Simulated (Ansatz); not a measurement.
Al3Ga: the change of energy above lowest point with volume scale

Results calculated with Ansatz 0.2.0, not measured. Free energy against uniform scaling of the volume at fixed shape and fractions; periodic cell, basis, potentials, k mesh and filling as listed.

The cell before it is scaled or strained (space group Pm-3m, No. 221):
```
Al3Ga
1.0
      4.0028     0.0000     0.0000
      0.0000     4.0028     0.0000
      0.0000     0.0000     4.0028
Al Ga
3 1
Direct
  0.50000 0.50000 0.00000
  0.00000 0.50000 0.50000
  0.50000 0.00000 0.50000
  0.00000 0.00000 0.00000
```

Settings of every row: functional r2SCAN; dispersion none; potentials PAW; wave cutoff 650 eV; density cutoff 2600 eV; k mesh 6x6x6; k shift 0x0x0; occupations fermi dirac; smearing width 0.1 eV; spin none.

Limits: coarse k mesh, up to 40 meV an atom off; the cell comes from a prototype or a list of computed structures and needn't be the stable phase.

```csv
row,volume scale,V (Å³/atom),energy above lowest point (meV/atom)
1,0.94,15.072,21.7
2,0.96,15.392,10.3
3,0.98,15.713,3.2
4,1,16.034,0
5,1.02,16.354,0.3
6,1.04,16.675,?
7,1.06,16.996,9.9
```

Question: what energy above lowest point should row 6 give?

Worked fit of energy above lowest point. Take u = (V_r/V)^(2/3) − 1 with V_r = 15.873 Å³ an atom, which is twice the finite (Eulerian) strain; such expansions in the strain, on which the Birch-Murnaghan equation of state is built, carry the rest volume and the bulk modulus. The shown rows have u = 0.03512, 0.02073, 0.00678, -0.00671, -0.01971, -0.04455. Least squares give energy above lowest point = 1.15 + 236.1 × u + 9840 × u² + 2936 × u³ meV/atom; a parabola predicts inner rows, each left out in turn, worse (root mean square 0.059 against 0.01 meV/atom). All shown rows lie on it to the printed digit. Its lowest point lies at u = -0.0121, or V = 16.16 Å³ an atom, and the curvature there gives the bulk modulus at fixed shape and fractions, B = (4/9)(1 + u)² E″(u)/V = 83.7 GPa. The withheld row has u = -0.03233, so the fit gives 1.15 + 236.1 × (-0.03233) + 9840 × (-0.03233)² + 2936 × (-0.03233)³ = 3.7 meV/atom.

The calculation gave 3.7 meV/atom. The fit meets it to the printed digit.
